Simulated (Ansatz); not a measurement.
# Abstraction of F: Ge(CH3)F3 + C3H5F2 → Ge(CH3)F2 + C3H5F3

Species: Ge(CH3)F3, singlet; C3H5F2 `C[C](F)CF`, doublet; Ge(CH3)F2, doublet; C3H5F3 (1,2,2-trifluoropropane) `CC(F)(F)CF`, singlet. A radical takes F: the energy is the difference in strength between the Ge–F bond broken and the C–F bond made.

Shapes, held fixed at every level: PBE0-D4/def2-TZVP. Flexible molecules stand in one conformer, not always the lowest. Programs: Ansatz 0.2.0. The zero-point and thermal change to 298 K, harmonic and unscaled (PBE0-D4/def2-TZVP), is +3.7 kJ/mol.

| level | kind | ΔH(298 K) (kJ/mol) | less CCSD(T)/def2-TZVPP |
| --- | --- | --- | --- |
| MP2/def2-TZVPP | perturbation theory | +58.9 | -1.3 |
| SPW92/def2-TZVPP | LDA | +29.0 | -31.2 |
| PBE-D4/def2-TZVPP | GGA | +45.0 | -15.2 |
| r2SCAN-D4/def2-TZVPP | meta-GGA | +58.8 | -1.4 |
| B3LYP-D4/def2-TZVPP | global hybrid | +52.8 | -7.4 |
| BHLYP-D4/def2-TZVPP | global hybrid | +61.0 | +0.8 |
| CCSD/def2-TZVPP | coupled cluster or CI | +63.5 | +3.3 |
| CCSD(T)/def2-TZVPP | coupled cluster or CI | +60.2 | 0.0 |

The highest level, CCSD(T)/def2-TZVPP, gives ΔH(298 K) = +60.2 kJ/mol; the levels span +29.0 to +63.5. The column of differences is taken from that level and isn't an error. No measured value is set beside it here. Open shells run unrestricted. Relativity is left out for Ge. Outer-core shells of Ge are correlated in most correlated rows, in sets that cover them unevenly.

Fluorine transfer from germanium to carbon is endothermic at every level, so the Ge–F bond broken is stronger than the C–F bond made, by 60.2 kJ/mol at CCSD(T). The main reason is bond polarity: germanium is more electropositive than carbon, which gives Ge–F a larger ionic contribution, probably helped by donation from fluorine lone pairs into σ* orbitals at germanium. The new C–F bond is itself a strong one, since it completes a geminal CF2 group with its own stabilising lone-pair delocalisation, but this does not close the gap.

The sign is secure across the levels, the size less so. LDA and PBE put the two bonds closer in strength than CCSD(T) does, while r2SCAN comes close to it without exact exchange, so a hybrid is not a precondition for agreement here. Connected triples lower the CCSD value only slightly. In the reverse direction, fluorine abstraction from the trifluoropropane by the germyl radical is enthalpically favourable, though reaction enthalpies alone do not show whether it would be fast.
